For the magnetisability of the P₄ cage, B3LYP with the modest 6-31G(d) basis comes within 3 % of B3LYP with aug-cc-pVDZ, whereas STO-3G falls short by 17 %. The other choices tabulated here shift the result by a few per cent at most. The 6-31G(d) basis is therefore a sensible level for estimates, and a claim at the one-per-cent level needs tests of both basis and functional.

Magnetisability and molar susceptibility of P₄ in the gas phase, calculated with PySCF 2.14.0 using non-relativistic Kohn–Sham DFT, GIAOs and density fitting at the PBE0-D3(BJ)/def2-SVP geometry. Each level is given as functional/basis. The anisotropy is the root of half the summed squared differences of the principal values.

```
            level  magnetisability (1e-30 J/T^2)  magnetisability anisotropy (1e-30 J/T^2)  susceptibility (1e-6 cm^3/mol)
B3LYP/aug-cc-pVDZ                        -1958.5                                     0.300                         -117.95
   B3LYP/6-31G(d)                        -1908.3                                     0.300                         -114.92
mPW1PW91/pcSseg-2                        -1901.2                                     0.300                         -114.49
      B3LYP/6-31G                        -1892.3                                     0.200                         -113.96
    OLYP/pcSseg-2                        -1875.5                                     0.300                         -112.95
     B3LYP/STO-3G                        -1630.9                                     0.200                          -98.22
```

The magnetisability is the magnetic moment that a molecule acquires per unit of field, and the susceptibility is the same result per mole in other units. Both are negative because the induced moment opposes the field; "larger" below refers to their size. Susceptibilities are quoted in units of $10^{-6}$ cm³/mol, called simply units. The yardstick is B3LYP/aug-cc-pVDZ, the most flexible basis among the B3LYP rows. It is not a basis limit, so distances from it are steps between levels and not errors against nature. The pcSseg-2 basis has a more finely split valence shell, but no B3LYP row uses it, so the table cannot show on which side of the basis limit the yardstick lies.

**Why a small error in the density grows**

The numbers to remember are 400, 280 and 120. With the origin at the centre of mass, the diamagnetic part of the susceptibility is close to −400 units and the paramagnetic part close to +280, which leaves about −120. An error of 3 % in the diamagnetic part, if nothing compensates it, becomes an error of 10 % in the total. The two parts depend on where the origin is placed, but their sum does not, because the atomic orbitals used here carry the field-dependent phase that makes it independent of the origin.

A single argon atom shows where the large numbers come from. With the origin at its nucleus, it has a diamagnetic part and no paramagnetic one. If the origin is moved away, the diamagnetic part grows with the square of the distance, and a paramagnetic part of equal size and opposite sign appears. The atom has not changed, and neither has its total susceptibility.

In P₄, every nucleus sits away from the centre of mass, so each atom resembles the displaced argon atom. Much of the diamagnetic part then records only where the atoms are, and a paramagnetic part of similar size offsets it. The analogy ends where bonding matters: electrons in the cage are neither spherical about their nuclei nor independent of the neighbouring atoms. The cancellation is therefore close but incomplete.

**The estimate in full**

The diamagnetic part follows from the mean square distances of the electrons from the origin:

$$
\chi_{\mathrm{dia}}=-\frac{N_A\alpha^2a_0^3}{6}\sum_i\frac{\langle r_i^2\rangle}{a_0^2}.
$$

Here $N_A$ is Avogadro's number, $\alpha$ the fine-structure constant, $a_0$ the Bohr radius and $r_i$ the distance of electron $i$ from the centre of mass. With $N_Aa_0^3=0.0892$ cm³/mol and $\alpha^2=5.33\times10^{-5}$, the prefactor is 0.792 units.

Now place each atom's 15 electrons at its nucleus. The nuclei lie 1.347 Å, or $1.347/0.529=2.546$ Bohr radii, from the centre. The 60 electrons then contribute

$$
0.792\times60\times(2.546)^2\approx308\ \text{units}
$$

to the size of the diamagnetic part. For four separate spherical atoms, the paramagnetic part would cancel exactly this amount. Since all rows share one geometry, no choice of basis or functional can alter it.

What remains of the diamagnetic part depends on the calculated density. It measures how far the electrons spread about their own nuclei, together with any net shift of charge, outward in the lone pairs or inward in the bonds. With aug-cc-pVDZ the remainder is $399-308=91$ units. This is the quantity against which an error in the density should be judged, since the large geometric term is common to every level. The total is larger, 118 units, because the paramagnetic part offsets only 281 of the 308 units.

**STO-3G: too compact, and more besides**

With STO-3G, the remainder drops to $387-308=79$ units, 13 % below the yardstick. The calculated density is thus more compact about the nuclei, less shifted outward, or both. Theory gives the reason: a minimal basis has one fixed radial shape for each occupied shell, so the valence electrons cannot expand or polarise as the molecule requires.

If only the diamagnetic part differed, this would make the total 12 units smaller. The actual shortfall is 20 units, so the diamagnetic part accounts for about three fifths of it. The rest lies in the paramagnetic part, which is about 8 units larger than with aug-cc-pVDZ. The estimate has no fitted constants, but it starts from the yardstick row and describes only the diamagnetic half of the problem.

The practical lesson is that STO-3G should not be used for this property, even for a quick survey. Its error is not a harmless offset in one well-understood term, and both parts push the total in the same direction. The same reasoning gives a caution for a similar cage of main-group atoms, though none was tested here. A basis that makes each atom too compact may lose a noticeable fraction of the susceptibility, however large the geometric term looks.

**6-31G: a better total than its parts deserve**

The split-valence 6-31G basis brings the total within about 3 % of the yardstick, which looks nearly as good as 6-31G(d). The parts tell a different story. The diamagnetic part is 4 units larger than with aug-cc-pVDZ and the paramagnetic part 8 units larger, and half of the second discrepancy is hidden by the first.

The displaced atom makes this pattern understandable. Charge that lies too far from the centre raises the diamagnetic part, and much of that increase is answered by the paramagnetic part. Without d functions, the phosphorus atoms have little freedom to draw charge into the strained bonds of the cage, so an error of this kind is plausible. The argument explains why the two parts move together, but not why the paramagnetic one moves twice as far.

Adding d functions changes the total by only 1 unit, yet it brings the diamagnetic part to within 0.2 units of the yardstick. That is the better reason to choose 6-31G(d) over 6-31G. A total that relies less on compensating errors is a safer starting point for a related molecule, where the compensation may turn out differently.

**From 6-31G(d) to aug-cc-pVDZ**

The next step enlarges the susceptibility by 3 units, or 2.6 % of the yardstick. The diamagnetic part hardly moves, so the mean square size of the electron cloud is already settled between these two bases. The paramagnetic part, obtained here as the total less the diamagnetic one, becomes smaller and accounts for the whole change. The diffuse functions of the larger basis may be responsible, but that is a guess, because the two bases also differ in how their valence functions are built.

This step shows what a check of the density alone would overlook. Two bases can agree on the size of the electron cloud and still differ in how it responds to a field. Convergence should therefore be judged on the susceptibility itself, with the functional held fixed.

**The functional**

In the same pcSseg-2 basis, mPW1PW91 gives a susceptibility 1.5 units larger than OLYP, a difference of 1.4 % relative to OLYP. About four fifths of it lies in the paramagnetic part. The choice between these two functionals thus matters about half as much as the step from 6-31G(d) to aug-cc-pVDZ in B3LYP.

A simple argument gives the direction. The paramagnetic part arises from the mixing of occupied and empty orbitals by the field, and a smaller energy gap makes mixing easier. OLYP has the smaller gap and the larger paramagnetic part. The effect is far weaker than the gaps suggest: they differ by a factor of 1.36, the paramagnetic parts by only 0.4 %. Much of the paramagnetic part is the counterpart of the geometric term, and in a hybrid functional exact exchange also enters the response and offsets some of the wider gap.

The gap is no guide to the choice of basis. Among the B3LYP rows, aug-cc-pVDZ has the smallest gap and also the smallest paramagnetic part, the reverse of what the simple argument predicts. Nor should functionals be ranked across different bases. The mPW1PW91/pcSseg-2 and B3LYP/6-31G(d) results agree within 0.5 units, but both ingredients have changed, so the agreement validates neither.

**What accuracy the purpose needs**

One use of a calculated diamagnetic susceptibility is to correct a magnetic measurement on a paramagnetic sample. One unpaired electron per formula unit contributes very roughly $1.3\times10^{-3}$ cm³/mol at room temperature. If such a sample contained one P₄ unit per spin, the step from 6-31G(d) to aug-cc-pVDZ would alter the corrected value by about 0.2 %, and the STO-3G shortfall by about 1.5 %. For this purpose 6-31G(d) is ample.

A comparison with the measured susceptibility of phosphorus itself is more demanding. At the level of a few per cent, one basis is not enough: the step from 6-31G(d) to aug-cc-pVDZ is itself that large, and the table does not show which of the two lies nearer the basis limit. At one per cent, repeat the calculation in a larger basis with the same functional, then change the functional in that basis. Vibrational averaging and the surroundings of the molecule must then be considered too, since these results describe one rigid molecule in the gas phase.

The anisotropy, which measures how much the response depends on direction, needs no better level at all. It is zero by symmetry for a perfect tetrahedron. The tabulated values reflect slight distortions of the geometry used and should be read as zero.

**What the steps cost**

The number of basis functions per phosphorus atom is 9 in STO-3G, 18 in 6-31G(d) and 27 in aug-cc-pVDZ. If the work grows with the third to fourth power of that number, aug-cc-pVDZ costs about three to five times as much as 6-31G(d). This is a scaling estimate, and fixed overheads will blur it for a molecule of four atoms.

By the same rule, STO-3G would save roughly a factor of ten against 6-31G(d), on a calculation that is already small. A pure functional such as OLYP is cheaper than a hybrid in the same basis, because it needs no exact exchange and its magnetic response requires no self-consistent cycle. For a single P₄ molecule, it is sensible to run both 6-31G(d) and aug-cc-pVDZ and to report the step between them along with the result.
